**Half a 5p hole from Xe to Yb: screening steps, charge curvature and spin gap**

The table holds the energy to remove half a spin-down 5p electron and the two 5p eigenvalues at occupation 3 up and 2.5 down, from spherical all-electron Kohn-Sham calculations (radks, r2SCAN, scalar-relativistic, other open shells unpolarised). The program fits nothing: it forms steps per unit of Z, compares them with the ratio 0.15 that Slater's rules give for 4f against 6s filling, and derives the curvature U = 8(|ε↓|/2 − ΔE) from Janak's theorem. The steps are about 2.7 eV while 6s fills and fall from 0.48 to 0.28 eV while 4f fills; the square-root ratio runs from 0.148 to 0.079, so Slater's value is up to 1.9 times too large. U is flat from Xe to Cs and rises to 10.6 eV at Yb, and the ratio of the spin gap to U stays within 1.2 % from Pr to Yb. A trapezoid check with the full-shell Xe level reproduces ΔE to 0.18 %.

Spherical all-electron atoms from the radks radial solver (version 1) with Libxc (generalised Kohn-Sham, r2SCAN, scalar-relativistic, spin-polarised, Fermi nuclear charge distribution). The 5p shell holds 3 spin-up and 2.5 spin-down electrons, and other open shells are unpolarised. Energies are relative to the full 5p shell, and the eigenvalues are those of 5p.

## Program and output

```python
# Table: energy to remove 0.5 spin-down 5p electron and the 5p eigenvalues at 3 up / 2.5 down,
# radks spherical all-electron Kohn-Sham, r2SCAN, scalar-relativistic, spin-polarised, Xe to Yb.
# Tested: steps per unit Z (6s versus 4f filling, Slater screening ratio 0.15),
# charge curvature from Janak's theorem, and the up-down gap.
T = {
    'ion': ['Xe', 'Cs', 'Ba', 'Pr', 'Nd', 'Pm', 'Sm', 'Eu', 'Tb', 'Dy', 'Ho', 'Er', 'Tm', 'Yb'],
    'Z': [54, 55, 56, 59, 60, 61, 62, 63, 65, 66, 67, 68, 69, 70],
    'configuration': ['[Kr] 4d10 5s2 5p6', '[Xe] 6s1', '[Xe] 6s2', '[Kr] 4d10 4f3 5s2 5p6 6s2', '[Kr] 4d10 4f4 5s2 5p6 6s2', '[Kr] 4d10 4f5 5s2 5p6 6s2', '[Kr] 4d10 4f6 5s2 5p6 6s2', '[Kr] 4d10 4f7 5s2 5p6 6s2', '[Kr] 4d10 4f9 5s2 5p6 6s2', '[Kr] 4d10 4f10 5s2 5p6 6s2', '[Kr] 4d10 4f11 5s2 5p6 6s2', '[Kr] 4d10 4f12 5s2 5p6 6s2', '[Kr] 4d10 4f13 5s2 5p6 6s2', '[Kr] 4d10 4f14 5s2 5p6 6s2'],
    'nuclear_rms_radius': [4.7859, 4.8041, 4.8378, 4.8919, 4.9123, 4.962, 5.0819, 5.1115, 5.06, 5.2218, 5.2022, 5.2516, 5.2256, 5.3108],  # fm
    'energy_change': [5.2965, 8.069, 10.765, 12.196, 12.544, 12.87, 13.182, 13.484, 14.067, 14.352, 14.634, 14.915, 15.196, 15.477],  # eV
    'spin_up_eigenvalue': [-13.06, -18.649, -24.177, -27.133, -27.89, -28.603, -29.284, -29.942, -31.213, -31.834, -32.448, -33.058, -33.666, -34.274],  # eV
    'spin_down_eigenvalue': [-12.639, -18.181, -23.661, -26.58, -27.324, -28.024, -28.693, -29.339, -30.587, -31.197, -31.801, -32.401, -33.0, -33.598],  # eV
}
import numpy as np
s = list(T['ion']); Z = np.array(T['Z'], float); R = np.array(T['nuclear_rms_radius'], float)
E = np.array(T['energy_change'], float)
up = np.array(T['spin_up_eigenvalue'], float); dn = np.array(T['spin_down_eigenvalue'], float)
ix = {a: i for i, a in enumerate(s)}
gap = dn - up
sag = -dn/2 - E            # integral of x*curvature(x) over removed charge x = 0..0.5
U = 8*sag
rE = np.where(E < 10, 5e-5, 5e-4)   # half unit of last printed digit
rU = 8*(rE + 2.5e-4)
print("atom  gap[eV]  gap/0.5[eV]  sag=|eps_dn|/2-dE[eV]  U=8*sag[eV] (+-rounding)  gap/U")
for i, a in enumerate(s):
    print(f"{a}  {gap[i]:.3f}  {2*gap[i]:.3f}  {sag[i]:.4f}  {U[i]:.3f} (+-{rU[i]:.3f})  {gap[i]/U[i]:.4f}")
dZ = np.diff(Z)
st = lambda y: np.diff(y)/dZ
sE, sD, sU, sG, sQ = st(E), st(-dn), st(U), st(gap), st(np.sqrt(-dn))
mE, mQ = sE[:2].mean(), sQ[:2].mean()
print("steps per unit Z [eV]: pair dZ dE |eps_dn| U gap | ratio to mean 6s step: dE, sqrt|eps_dn| | radius change[fm]")
for i in range(len(dZ)):
    print(f"{s[i]}-{s[i+1]} {dZ[i]:.0f}  {sE[i]:.4f} {sD[i]:.3f} {sU[i]:+.3f} {sG[i]:.4f} | "
          f"{sE[i]/mE:.3f} {sQ[i]/mQ:.3f} | {R[i+1]-R[i]:+.4f}")
print("rounding limit of one-unit steps from Ba on: dE 0.001, eps 0.001, gap 0.002, U 0.012 eV")
print(f"mean 6s step: dE {mE:.3f} eV, sqrt|eps_dn| {mQ:.3f} eV^0.5; Cs-Ba over Xe-Cs in sqrt form {sQ[1]/sQ[0]:.3f} (Slater 1)")
sl = 1 - 0.85
r4 = sQ[2:]/mQ
print(f"Slater ratio 4f/6s {sl:.2f}; table sqrt ratio {r4.max():.3f} to {r4.min():.3f}; worst: Slater/table {sl/r4.min():.2f}")
a, b, p, y, c = ix['Xe'], ix['Ba'], ix['Pr'], ix['Yb'], ix['Cs']
print(f"rise of dE: Xe-Ba {E[b]-E[a]:.3f} eV in 2 units, Ba-Pr {E[p]-E[b]:.3f} in 3, Pr-Yb {E[y]-E[p]:.3f} in 11")
pc = lambda v, i, j: 100*(v[j]/v[i] - 1)
for i, j in ((a, c), (c, b), (b, p), (p, y)):
    print(f"growth {s[i]}-{s[j]}: dE {pc(E,i,j):.1f} %, gap {pc(gap,i,j):.1f} %, U {pc(U,i,j):.1f} %")
g = (gap/U)[p:]
print(f"gap/U from Pr to Yb: {g.min():.4f} to {g.max():.4f}, spread {100*(g.max()/g.min()-1):.1f} %")
e0 = -8.58504   # Xe 5p level at full shell, eV: further output of the same calculation
trap = -0.25*(e0 + dn[a])
print(f"Xe trapezoid dE {trap:.4f} eV, table {E[a]:.4f}, difference {trap-E[a]:+.4f} eV ({100*(trap/E[a]-1):+.2f} %)")
print(f"Xe level shifts from {e0:.3f} eV: up {up[a]-e0:.3f}, down {dn[a]-e0:.3f} eV")
print(f"Xe mean curvature {2*(e0-dn[a]):.3f} eV, weighted U {U[a]:.3f}, difference {U[a]-2*(e0-dn[a]):.3f}; U(Cs)-U(Xe) {U[c]-U[a]:+.3f}")
print(f"Xe straight line at half removal (end from transition state) {-dn[a]/2:.3f} eV, sag {100*sag[a]/(-dn[a]/2):.1f} %")
k = [ix[x] for x in ('Pm', 'Sm', 'Tb', 'Dy')]
eu = ix['Eu']
dev = [v[eu] - np.polyval(np.polyfit(Z[k]-Z[eu], v[k], 3), 0.0) for v in (E, gap)]
print(f"Eu minus cubic interpolation through Pm Sm Tb Dy: dE {dev[0]:+.4f} eV, gap {dev[1]:+.4f} eV")
assert (sE > 0).all() and sE[:2].min() > 5*sE[2:].max()
assert (np.diff(sE[2:]) < 0.002).all()
assert (gap > 0).all() and (sG > 0).all() and (U > 0).all()
assert abs(trap/E[a] - 1) < 0.01
```

Output:

```
atom  gap[eV]  gap/0.5[eV]  sag=|eps_dn|/2-dE[eV]  U=8*sag[eV] (+-rounding)  gap/U
Xe  0.421  0.842  1.0230  8.184 (+-0.002)  0.0514
Cs  0.468  0.936  1.0215  8.172 (+-0.002)  0.0573
Ba  0.516  1.032  1.0655  8.524 (+-0.006)  0.0605
Pr  0.553  1.106  1.0940  8.752 (+-0.006)  0.0632
Nd  0.566  1.132  1.1180  8.944 (+-0.006)  0.0633
Pm  0.579  1.158  1.1420  9.136 (+-0.006)  0.0634
Sm  0.591  1.182  1.1645  9.316 (+-0.006)  0.0634
Eu  0.603  1.206  1.1855  9.484 (+-0.006)  0.0636
Tb  0.626  1.252  1.2265  9.812 (+-0.006)  0.0638
Dy  0.637  1.274  1.2465  9.972 (+-0.006)  0.0639
Ho  0.647  1.294  1.2665  10.132 (+-0.006)  0.0639
Er  0.657  1.314  1.2855  10.284 (+-0.006)  0.0639
Tm  0.666  1.332  1.3040  10.432 (+-0.006)  0.0638
Yb  0.676  1.352  1.3220  10.576 (+-0.006)  0.0639
steps per unit Z [eV]: pair dZ dE |eps_dn| U gap | ratio to mean 6s step: dE, sqrt|eps_dn| | radius change[fm]
Xe-Cs 1  2.7725 5.542 -0.012 0.0470 | 1.014 1.083 | +0.0182
Cs-Ba 1  2.6960 5.480 +0.352 0.0480 | 0.986 0.917 | +0.0337
Ba-Pr 3  0.4770 0.973 +0.076 0.0123 | 0.174 0.148 | +0.0541
Pr-Nd 1  0.3480 0.744 +0.192 0.0130 | 0.127 0.109 | +0.0204
Nd-Pm 1  0.3260 0.700 +0.192 0.0130 | 0.119 0.102 | +0.0497
Pm-Sm 1  0.3120 0.669 +0.180 0.0120 | 0.114 0.096 | +0.1199
Sm-Eu 1  0.3020 0.646 +0.168 0.0120 | 0.110 0.092 | +0.0296
Eu-Tb 2  0.2915 0.624 +0.164 0.0115 | 0.107 0.087 | -0.0515
Tb-Dy 1  0.2850 0.610 +0.160 0.0110 | 0.104 0.084 | +0.1618
Dy-Ho 1  0.2820 0.604 +0.160 0.0100 | 0.103 0.082 | -0.0196
Ho-Er 1  0.2810 0.600 +0.152 0.0100 | 0.103 0.081 | +0.0494
Er-Tm 1  0.2810 0.599 +0.148 0.0090 | 0.103 0.080 | -0.0260
Tm-Yb 1  0.2810 0.598 +0.144 0.0100 | 0.103 0.079 | +0.0852
rounding limit of one-unit steps from Ba on: dE 0.001, eps 0.001, gap 0.002, U 0.012 eV
mean 6s step: dE 2.734 eV, sqrt|eps_dn| 0.655 eV^0.5; Cs-Ba over Xe-Cs in sqrt form 0.847 (Slater 1)
Slater ratio 4f/6s 0.15; table sqrt ratio 0.148 to 0.079; worst: Slater/table 1.89
rise of dE: Xe-Ba 5.469 eV in 2 units, Ba-Pr 1.431 in 3, Pr-Yb 3.281 in 11
growth Xe-Cs: dE 52.3 %, gap 11.2 %, U -0.1 %
growth Cs-Ba: dE 33.4 %, gap 10.3 %, U 4.3 %
growth Ba-Pr: dE 13.3 %, gap 7.2 %, U 2.7 %
growth Pr-Yb: dE 26.9 %, gap 22.2 %, U 20.8 %
gap/U from Pr to Yb: 0.0632 to 0.0639, spread 1.2 %
Xe trapezoid dE 5.3060 eV, table 5.2965, difference +0.0095 eV (+0.18 %)
Xe level shifts from -8.585 eV: up -4.475, down -4.054 eV
Xe mean curvature 8.108 eV, weighted U 8.184, difference 0.076; U(Cs)-U(Xe) -0.012
Xe straight line at half removal (end from transition state) 6.319 eV, sag 16.2 %
Eu minus cubic interpolation through Pm Sm Tb Dy: dE -0.0001 eV, gap +0.0001 eV
```
